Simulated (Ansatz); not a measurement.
# Decay constant of the tunnelling density against sample bias on Mo(111) with r2SCAN and Mo(210) with PBE

The usual rule of thumb says that the highest state in the bias window sets the decay of the tunnelling density, because it meets the lowest barrier. Filled-state bias should then leave κ unchanged, and empty-state bias should lower it. I test this on two open faces of molybdenum, since κ decides how strongly a tunnelling current responds to a change in height. For each window I compare the fitted κ with κ₀, the free-electron value at the top of that window. The comparison is between calculation and a simple barrier formula, not with experiment. The two faces differ in functional as well as in structure, so I follow each along its own bias series.

## Calculations

Ansatz 0.2.0, plane-wave Kohn-Sham DFT with its default PAW datasets at cutoffs of 420 to 500 eV, level as listed. Slabs and stacks are built by hand and relaxed; a single point with 17 Å of vacuum, a dipole correction, Fermi-Dirac smearing of 0.05 eV and meshes of 18 to 20 points along the first in-plane vector gives the density of the states between the Fermi level and the sample bias. Its planar mean n(z) is fitted as exp(−2κz) between 3 and 5 Å above the top atom. Spin-paired, no spin-orbit coupling.

Notes on method and selection:

- A free electron at the Fermi level with no momentum along the surface decays with κ₀ = 0.5123·√Φ Å⁻¹, Φ in eV; momentum along the surface raises κ, and the slow approach of the potential to the vacuum level lowers it.
- The tip is left out (Tersoff-Hamann).
- Slabs this thin have discrete subbands, so κ depends on which of them fall in the window.
- Windows narrower than 0.1 V hold too few states on these meshes and are not listed; a blank corrugation was not computed at that height.
- Runs in which the search for lower states was switched off are not listed.
- Work functions and vacuum levels are read from the electrostatic potential (Hartree and local ionic parts), which a warning of a rough exchange-correlation potential in thin density does not concern.
- Sites and patterns name the starting structure; atoms can leave their sites in the relaxation.
- The default PAW datasets of this version of Ansatz are the set soft_2.
- Runs that did not converge, have known faults or may not be shown are not listed, and runs on Ansatz's PAW sets soft_1 and soft_2 are kept to separate tables.

Columns:

- bias (V): sample bias; negative images filled states.
- κ₀ of window top (Å⁻¹): 0.5123·√(Φ − E) for the highest energy E in the window, from the Fermi level.
- κ (Å⁻¹): decay constant κ of the window's density.
- corrugation (Å): corrugation at constant current, set to the mean density at the first listed height.

## Computed values

| member | surface | bias (V) | κ₀ of window top (Å⁻¹) | κ (Å⁻¹) | corrugation (Å) |
| --- | --- | --- | --- | --- | --- |
| −1 V | Mo(111) (r2SCAN, Φ 4.02 eV, 3 Å) | −1.0 | 1.027 | 1.117 | 0.195 |
| −0.5 V | Mo(111) (r2SCAN, Φ 4.02 eV, 3 Å) | −0.5 | 1.027 | 1.120 | 0.232 |
| −0.1 V | Mo(111) (r2SCAN, Φ 4.02 eV, 3 Å) | −0.1 | 1.027 | 1.140 | 0.417 |
| +0.1 V | Mo(111) (r2SCAN, Φ 4.02 eV, 3 Å) | 0.1 | 1.015 | 1.121 | 0.406 |
| +0.5 V | Mo(111) (r2SCAN, Φ 4.02 eV, 3 Å) | 0.5 | 0.961 | 1.097 | 0.334 |
| +1 V | Mo(111) (r2SCAN, Φ 4.02 eV, 3 Å) | 1.0 | 0.891 | 1.002 | 0.363 |
| −2 V | Mo(210) (PBE, Φ 4.11 eV, 3 Å) | −2.0 | 1.039 | 1.142 | 0.663 |
| −1 V | Mo(210) (PBE, Φ 4.11 eV, 3 Å) | −1.0 | 1.039 | 1.119 | 0.651 |
| −0.3 V | Mo(210) (PBE, Φ 4.11 eV, 3 Å) | −0.3 | 1.039 | 1.084 | 0.740 |
| +0.3 V | Mo(210) (PBE, Φ 4.11 eV, 3 Å) | 0.3 | 1.000 | 1.045 | 1.002 |
| +1 V | Mo(210) (PBE, Φ 4.11 eV, 3 Å) | 1.0 | 0.904 | 0.982 | 1.233 |
| +2 V | Mo(210) (PBE, Φ 4.11 eV, 3 Å) | 2.0 | 0.744 | 0.938 | 1.410 |

## Reading the trend

On Mo(210) κ falls at every listed step, from 1.142 Å⁻¹ at −2 V to 0.938 Å⁻¹ at +2 V. On Mo(111) it stays between 1.097 and 1.140 Å⁻¹ from the −1 V row to the +0.5 V row, and drops to 1.002 Å⁻¹ at +1 V. In all twelve rows κ lies above κ₀, by 0.045 to 0.194 Å⁻¹.

The simplest model I can build starts from one state in a flat vacuum potential. If its energy is E above the Fermi level and its momentum along the surface is q, then

κ² = 0.2625 (Φ − E) + q²,

with energies in eV, κ and q in Å⁻¹, and 0.5123² = 0.2625.

A window holds many such states. My first assumption is that their summed density decays like a single state at the energy E = fV, where V is the bias in volts and f is the same for both signs. If all energies in the window count equally, f is one half. The rule of thumb would instead need f = 0 for filled states and f = 1 for empty ones.

My second assumption is that one value of q² serves every window. This gives

κ² = 0.2625 (Φ − fV) + q²,

with two parameters, f and q². The second is an effective quantity: momentum along the surface raises it, while the slow approach of the real potential to the vacuum level lowers it.

The model makes κ² a straight line in the bias. It therefore predicts that κ keeps rising as the filled-state window is widened, because deeper states with a higher barrier are added. The rule of thumb allows no such rise, and Mo(210) does show one. For empty states the two differ in slope, which the model makes about half as steep.

## Fixing and testing the model

I fix the model on the −0.3 V and +0.3 V rows of Mo(210), which lie closest to the Fermi level on that face.

Their squares are 1.084² = 1.1751 and 1.045² = 1.0920 Å⁻². The mean, (1.1751 + 1.0920) / 2 = 1.1335 Å⁻², is the value at zero bias within the model. The slope is (1.1751 − 1.0920) / 0.6 = 0.1385 Å⁻² per volt.

The parameters follow as f = 0.1385 / 0.2625 = 0.53 and q² = 1.1335 − 0.2625 × 4.11 = 0.055 Å⁻². The fitted f is close to one half, as expected if the whole window contributes about equally.

The other four rows of this face are then predictions:

- −2 V: √(1.1335 + 2 × 0.1385) = 1.188 Å⁻¹; the table has 1.142.
- −1 V: √(1.1335 + 0.1385) = 1.128 Å⁻¹; the table has 1.119.
- +1 V: √(1.1335 − 0.1385) = 0.997 Å⁻¹; the table has 0.982.
- +2 V: √(1.1335 − 2 × 0.1385) = 0.925 Å⁻¹; the table has 0.938.

The mean absolute miss is about 0.02 Å⁻¹. The same four rows lie on average about 0.085 Å⁻¹ from the mean of all six, so the model carries real information on this face. The rule of thumb does much less well at +2 V, where κ₀ alone is 0.744 Å⁻¹.

## Residuals

The largest miss on Mo(210) is at −2 V, where the model is 1.188 − 1.142 = 0.046 Å⁻¹ too high. A likely cause is unequal weighting: the highest states in a window reach farthest into the vacuum and count for more, which pulls κ down. The same effect should pull κ below the model at +2 V, yet the table lies slightly above it there, so weighting cannot be the whole explanation.

On Mo(111) the failure is more basic. With the same f and q² and Φ = 4.02 eV, the −0.1 V row should have √(0.2625 × 4.02 + 0.055 + 0.014) = 1.060 Å⁻¹, against 1.140 Å⁻¹ in the table. Over the six rows the mean absolute miss is about 0.047 Å⁻¹, worse than the mean absolute deviation of about 0.033 Å⁻¹ from their own mean. A larger q² would shrink the misses but not mend the trend, since from −1 V to −0.1 V the model falls while the table rises by 1.140 − 1.117 = 0.023 Å⁻¹. One positive f and one q² therefore cannot both hold for all windows of this face. Discrete subbands of the thin slab near the Fermi level may be the reason.

Mo(111) is closer to the rule of thumb than to this model, with κ above κ₀ by a fairly steady amount, from 1.117 − 1.027 = 0.090 Å⁻¹ at −1 V to 1.097 − 0.961 = 0.136 Å⁻¹ at +0.5 V, but the support for this rests mainly on the +1 V row.

## Conclusions

On Mo(210), between −2 and +2 V, κ follows roughly the middle of the bias window rather than its top. I do not carry this over to Mo(111), where the same model does worse than a plain mean. The rough exchange-correlation potential in the thin density, where κ is fitted, adds an error of unknown size on both faces.

A further omission, and a large one, is the field of a biased tip. For a tip of equal work function, the field changes the mean barrier by half the bias: about 1 eV up at +2 V and 1 eV down at −2 V. Each shifts κ by roughly 0.2625 × 1 / (2 × 1.04) = 0.13 Å⁻¹. Together they oppose the calculated fall of 0.204 Å⁻¹ and could cancel or reverse it in a measured current.
